Directional shear modulus of cubic crystals: how G(n,m) of molybdenum responds to single changes

1. Question

A molybdenum crystal, or one grain of a Mo wiring film, is sheared on a plane with unit normal n along a unit direction m, with n·m = 0. One thing is changed at a time: the direction, one elastic constant, the atom, the constraint, the texture, or the distance from instability. In each case we want the sign and size of the change in shear modulus.

2. Conventions and result

Components refer to the cube axes. Strains are small. Voigt notation uses engineering shears, γ23 = 2ε23. [1-10] means [1, −1, 0]. Define C' = (C11 − C12)/2, the Zener ratio A = C44/C', and B = (C11 + 2C12)/3.

Inverting the cubic stiffness matrix gives S44 = 1/C44 and S11 − S12 = 1/(2C'). Define
S0 = S11 − S12 − S44/2 = (1/C' − 1/C44)/2.
Compliance tensor:
S_ijkl = S12 δij δkl + (S44/4)(δik δjl + δil δjk) + S0 δijkl,
with δijkl = 1 if all four indices are equal, else 0.

Apply the pure shear stress σij = τ(ni mj + mi nj) and leave all strains free. The conjugate strain is γ = 2 ni mj εij, and G = τ/γ. Then 1/G = 4 S_ijkl ni mj nk ml. The S12 term carries (n·m)² = 0 and the second term gives S44. Hence
1/G = S44 + 4 S0 Γ, Γ = Σi ni² mi²,
or equivalently
1/G = (1 − 2Γ)/C44 + 2Γ/C'.

Range of Γ. Put ui = ni mi, so Σ ui = 0. The positive ui and the negative ui each sum to P = Σ|ui|/2 in magnitude, so Γ = Σ ui² ≤ 2P². Cauchy–Schwarz gives Σ|ui| ≤ 1, so P ≤ 1/2 and 0 ≤ Γ ≤ 1/2.
- Γ = 0 needs every ui = 0, so n or m is a cube axis. G = C44.
- Γ = 1/2 needs |ni| = |mi| and only two nonzero ui: {110}<1-10>. G = C'.
- n or m along <111>: Γ = 1/3 whatever the partner. G111 = 3 C44 C'/(C' + 2C44) = 3 C44 (C11 − C12)/(C11 − C12 + 4C44).

G is a weighted harmonic mean of C44 and C'. It is independent of direction only if S0 = 0, that is A = 1. For A < 1, S0 < 0: C44 is the minimum and C' the maximum. B does not enter. Cubic thermal expansion is isotropic and shear changes no volume at first order, so adiabatic and isothermal C44 and C' coincide.

3. Inputs for Mo

C11 = 463.7 GPa and C12 = 157.8 GPa: measured, room temperature, compiled values (Blaschke). C44 = 109 GPa: typical value, assumed. Results that use C44 are the model's. One decimal is carried in GPa so that differences can be formed; section 5 sizes the dependence on C44.

C' = 152.95 GPa, A = 0.713, 1 − A = 0.287, B = 259.8 GPa.
S44 = 9.174, 1/C' = 6.538, S0 = −1.318 TPa⁻¹.
1/G111 = S44 + 4S0/3 = 7.417 TPa⁻¹, G111 = 134.8 GPa.

4. Change 1: turn the shear direction

Plane (110), m = cosθ [001] + sinθ [1-10]/√2. Then Γ = sin²θ/2 and
G = C44/[1 − (1 − A) sin²θ].

Reasoning. A < 1, so G rises monotonically from C44 to C', by the factor 1/A. Both ends are extrema, so misalignment acts there at second order. At θ = 0, ΔG/G ≈ (1 − A)θ², about +0.9 % for 10°. Between the ends it acts at first order.

Calculation:
θ = 0°, Γ = 0, G = 109 GPa
θ = 30°, Γ = 1/8, G = 117.4 GPa
θ = 45°, Γ = 1/4, G = 127.3 GPa
θ = 54.7° (m = [1-11]), Γ = 1/3, G = 134.8 GPa
θ = 90°, Γ = 1/2, G = 152.95 GPa
Total rise +40 %. For 10° the full formula gives +0.87 %. The slope is
d lnG/dθ = (1 − A) sin2θ/[1 − (1 − A) sin²θ],
which at [1-11] is +0.58 % per degree.

First order in 1 − A is too crude at large θ. With x = 2Γ(1 − A) = 0.192 at Γ = 1/3, C44(1 + x) = 129.9 GPa. The next term, C44 x², is 4.0 GPa, about a fifth of the first-order shift C44 x = 20.9 GPa.

Null cases. Turning m within (001) or (111) changes nothing. Nor does turning the plane about a fixed <111> direction: {110}<111>, {112}<111> and {123}<111> all have G111.

5. Change 2: one elastic constant

Differentiate the harmonic mean:
d lnG = w44 d lnC44 + w' d lnC', w44 = (1 − 2Γ)G/C44, w' = 2ΓG/C', w44 + w' = 1.
For Γ = 1/3: w44 = 1/(1 + 2A) = 0.412, w' = 2A/(1 + 2A) = 0.588.

For finite changes, with r44 and r' the ratios of new to old constants,
Gnew/G = 1/(w44/r44 + w'/r') ≤ w44 r44 + w' r'.
This is the harmonic–arithmetic inequality. The linear estimate always lies above the true value: it overstates a stiffening and understates a softening.

(a) C44 up by 5 GPa, to 114 GPa. Reasoning: positive, 0.412 × 5/109 = +1.9 %. Calculation: G111 = 137.3 GPa, +1.8 %. This is also the shift in G111 if the assumed C44 is low by 5 GPa.

(b) C12 up by 10 GPa. Reasoning: B rises by 6.7 GPa, but C' falls by 5 GPa, −3.3 %, so G111 falls: 0.588 × (−3.3 %) = −1.9 %. Calculation: 132.2 GPa, −1.9 %. The crystal becomes stiffer in compression and softer in shear. Shears with Γ = 0 do not respond.

(c) C11 and C12 up by equal amounts. C' is fixed. No G(n,m) changes.

6. Change 3: the atom

Cr: C11 = 339.8 GPa and C44 = 99 GPa, measured, room temperature, compiled values (Blaschke); C12 = 59 GPa, typical value, assumed. Typical values, assumed, in the order C11, C12, C44: W 522, 204, 161 GPa; Si 166, 64, 80 GPa.

Reasoning.
Mo → Cr: C44 changes by −9.2 % and C' by −8.2 %. Nearly a common factor, so A stays, the angular pattern stays, and G111 changes by 0.412 × (−9.2 %) + 0.588 × (−8.2 %) = −8.6 %.
Mo → W: C44 changes by +47.7 % and C' by +4.0 %. The soft shear catches up and A approaches 1. Linear estimate for G111: +22 %, an upper bound.
Mo → Si: C44 > C', so S0 > 0, and the response to turning m in (110) reverses its sign.

Calculation (moduli in GPa; last column is the change of G on (110) from m = [001] to [1-10], 1/A − 1):
Mo: C' 152.95, A 0.713, G111 134.8, +40 %
Cr: C' 140.4, A 0.705, G111 123.2, +42 %
W: C' 159, A 1.01, G111 159.7, −1.2 %
Si: C' 51, A 1.57, G111 58.0, −36 %
G111 changes by −8.6 % for Cr and +18.4 % for W. The linear rule works for Cr because r44 ≈ r', where the two means coincide. It overshoots for W, where they differ. The sign of A − 1 for W hangs on 2 GPa in assumed inputs; only near-isotropy can be read from that row.

Caution on Cr. The missing C12 might be drawn from the measured bulk modulus, 190 GPa at 4.2 K (compiled value, Bienvenu 2020). With the room-temperature C11 this gives C12 = (3B − C11)/2 = 115.1 GPa, C' = 112.35 GPa, A = 0.881 and G111 = 107.5 GPa, a shift of −12.7 % from the table. The set used in the table implies B = 152.6 GPa. The combination mixes temperatures and is not justified: Cr orders antiferromagnetically at a typical Néel temperature of 311 K, just above room temperature, and its elastic constants depend on temperature through that order. The shift exceeds the whole Mo → Cr effect, so the size of that effect rests on the assumed C12. Its negative sign and A < 1 survive either choice. The spin-density wave also singles out one cube axis per domain; cubic constants treat the crystal as a domain average.

7. Change 4: clamp the side strains

So far the stress was pure and the strain free. Now impose εij = (γ/2)(ni mj + mi nj) and hold all other strain components at zero. The stiffness tensor has the same form, with C12, C44 and C11 − C12 − 2C44 in place of S12, S44/4 and S0. Then τ/γ = C_ijkl ni mj nk ml:
Gε = (1 − 2Γ) C44 + 2Γ C'.
The weights are the same and the mean is arithmetic.

Reasoning. Clamping removes a relaxation, so Gε ≥ G for A on either side of 1. The effect therefore has no term linear in 1 − A and is small. It vanishes at Γ = 0 and 1/2, where the shear is an eigenstrain of the stiffness tensor.

Calculation. Multiplying Gε by 1/G:
Gε/G = 1 + 2Γ(1 − 2Γ)(1 − A)²/A.
For Γ = 1/3 the prefactor is 2/9 and Gε = (C44 + 2C')/3.
Mo: 138.3 GPa, +2.6 %
Cr: 126.6 GPa, +2.7 %
W: 159.7 GPa, below +0.01 %
Si: 60.7 GPa, +4.6 %

Which strain is suppressed? Take n = [111]/√3, m = [1-10]/√2, t = [11-2]/√6. The S0 term adds the diagonal strain 2 S0 τ ni mi, proportional to diag(1, −1, 0). In the frame (n, m, t) this tensor has only nm and mt components. The side strain is an in-plane shear,
γ_mt = 4 S0 τ Σ ni mi² ti = (2√2/3) S0 τ, γ_mt/γ_nm = √2 (A − 1)/(1 + 2A) = −0.168 for Mo.
A (111) single-crystal layer bonded to a rigid substrate cannot shear in its plane. A reaction stress σ_mt appears; its own S0 strain is again diag(1, −1, 0), so the problem closes on two components. With Γ(m,t) = 1/6 the compliances are s_nm = S44 + 4S0/3, s_mt = S44 + 2S0/3 and the coupling s_c = (2√2/3) S0. Setting γ_mt = 0 gives the modulus 1/(s_nm − s_c²/s_mt) = (C44 + 2C')/3. Such a layer shows Gε. For Mo the difference between the two definitions, 2.6 %, exceeds the effect of 5 GPa in C44, so a quoted {111} shear modulus must name its definition.

8. Change 5: lose the texture

Replace the crystal sheared on {111} by a random polycrystal. For a random orientation, (n1, m1, t1) is a unit vector uniform on the sphere, and the mean of n1² m1² is 1/15. Three equal terms give <Γ> = 1/5.

Reasoning. Γ falls from 1/3 to 1/5, so weight moves to C44, the soft constant when A < 1. G falls. At uniform stress, ΔG/G ≈ −4 S0 G ΔΓ, with 4S0 = −5.272 TPa⁻¹, G = 134.8 GPa, ΔΓ = −2/15: −9.5 %.

Calculation. Uniform stress (Reuss): 1/G_R = (3/5)/C44 + (2/5)/C', G_R = 123.2 GPa, −8.7 % from G111. Uniform strain (Voigt): G_V = (3C44 + 2C')/5 = 126.6 GPa, −8.5 % from the clamped 138.3 GPa. The shear modulus of the aggregate lies between the two bounds, whose ratio is 1 + (6/25)(1 − A)²/A, a gap of 2.8 %. The gap is a third of the effect, so the sign is secure: relative to the free G111 the model's change lies between −8.7 % and −6.1 %. For A > 1 the sign reverses.

9. Change 6: soften C' towards instability

In the orthonormal (Mandel) basis the stiffness has eigenvalues 3B (once), 2C' (twice) and 2C44 (three times). At zero load, stability needs all three positive. Model path: raise C12 at fixed C11 and C44. It is an exercise on the formula and describes no particular alloy.

Step 1, to isotropy. A = 1 needs C' = C44, a rise of C12 by 87.9 GPa and a change of C' by −28.7 %. Reasoning: 0.588 × (−28.7 %) = −16.9 %, an understatement, since w' grows to 2/3 along the path. Calculation: every G(n,m) equals 109 GPa, so G111 changes by −19.2 %. Past this point {110}<1-10> is the softest shear, and the responses in changes 1 and 5 reverse their signs.

Step 2, C' → 0. Reasoning: a harmonic mean is ruled by its smallest member, an arithmetic mean is not. G → C'/(2Γ) for every Γ > 0, while Gε → (1 − 2Γ) C44. On {111}, G → 3C'/2 and Gε → C44/3 = 36.3 GPa. Calculation at C' = 10 GPa: the model gives G111 = 14.3 GPa, near the limiting form 15 GPa, and Gε = 43.0 GPa. Shears with Γ = 0 stay at 109 GPa. Free shear shows the approach to this instability on every system in which neither n nor m is a cube axis; the fully clamped modulus vanishes only on {110}<1-10>.